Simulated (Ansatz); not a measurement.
# A series in volume scale on Bi

Plane-wave DFT, scalar-relativistic PAW made under PBE with cores redone for the functional, no dispersion; the given relaxed cell is scaled uniformly, energy at zero smearing counts from the unscaled cell, pressure at the given Fermi-Dirac smearing is positive in compression. The results are calculated, by Ansatz 0.2.0.

The cell before it is scaled or strained (space group Fm-3m, No. 225):
```
CELL_PARAMETERS angstrom
0.00000 2.47270 2.47270
2.47270 0.00000 2.47270
2.47270 2.47270 0.00000
ATOMIC_POSITIONS crystal
Bi 0.00000 0.00000 0.00000
```

Settings of every row: spin polarised no; functional PBEsol; wave cutoff 420 eV; smearing width 0.1 eV; k mesh 12x12x12.

Atom starting moment: 0 on all atoms.

Limits: no spin-orbit coupling, which can matter with elements this heavy; the cell comes from a prototype or a list of computed structures and needn't be the stable phase.

| row | volume scale | V (Å³/atom) | energy change per atom (meV) | pressure (GPa) |
| --- | --- | --- | --- | --- |
| 1 | 0.88 | 26.609 | 97.1 | 10.04 |
| 2 | 0.92 | 27.818 | 38.01 | 5.81 |
| 3 | 0.96 | 29.028 | ? | ? |
| 4 | 1.04 | 31.447 | 10.34 | -2.31 |
| 5 | 1.08 | 32.656 | 35.03 | -3.98 |
| 6 | 1.12 | 33.866 | 70.99 | -5.29 |

Question: what energy change per atom and pressure should row 3 give?

Worked fit of energy change per atom. Take u = (V_r/V)^(2/3) − 1 with V_r = 31.447 Å³ an atom, which is twice the finite (Eulerian) strain; such expansions in the strain, on which the Birch-Murnaghan equation of state is built, carry the rest volume and the bulk modulus. The shown rows have u = 0.11781, 0.08518, 0, -0.02484, -0.0482. Least squares give energy change per atom = 9.92 − 692.76 × u + 12124.34 × u² meV; a straight line predicts inner rows, each left out in turn, worse (root mean square 34 against 1.2 meV). The rows lie off it by 0.52, -0.87, 0.42, 0.42, -0.49 (root mean square 0.57 meV). The withheld row has u = 0.05481, so the fit gives 9.92 − 692.76 × (0.05481) + 12124.34 × (0.05481)² = 8.37 meV.

The calculation gave 7.65 meV. The fit lies 0.72 meV (9.4 % of the value, 0.8 % of the column's range) above it; its largest miss of a shown row is 0.87 meV.

Worked fit of pressure. Take u = (V_r/V)^(2/3) − 1 with V_r = 31.447 Å³ an atom, which is twice the finite (Eulerian) strain; such expansions in the strain, on which the Birch-Murnaghan equation of state is built, carry the rest volume and the bulk modulus. The shown rows have u = 0.11781, 0.08518, 0, -0.02484, -0.0482. Least squares give pressure = −2.334 + 73.585 × u + 264.99 × u² GPa; a straight line predicts inner rows, each left out in turn, worse (root mean square 0.76 against 0.064 GPa). The rows lie off it by 0.03, -0.05, 0.02, 0.02, -0.02 (root mean square 0.03 GPa). The pressure vanishes at u = 0.0287, or V = 30.14 Å³ an atom, and there the bulk modulus at fixed shape and fractions is B = −V dP/dV = (2/3)(1 + u) dP/du = 60.9 GPa. The withheld row has u = 0.05481, so the fit gives −2.334 + 73.585 × (0.05481) + 264.99 × (0.05481)² = 2.50 GPa.

The calculation gave 2.46 GPa. The fit lies 0.04 GPa (1.6 % of the value, 0.26 % of the column's range) above it; its largest miss of a shown row is 0.05 GPa.
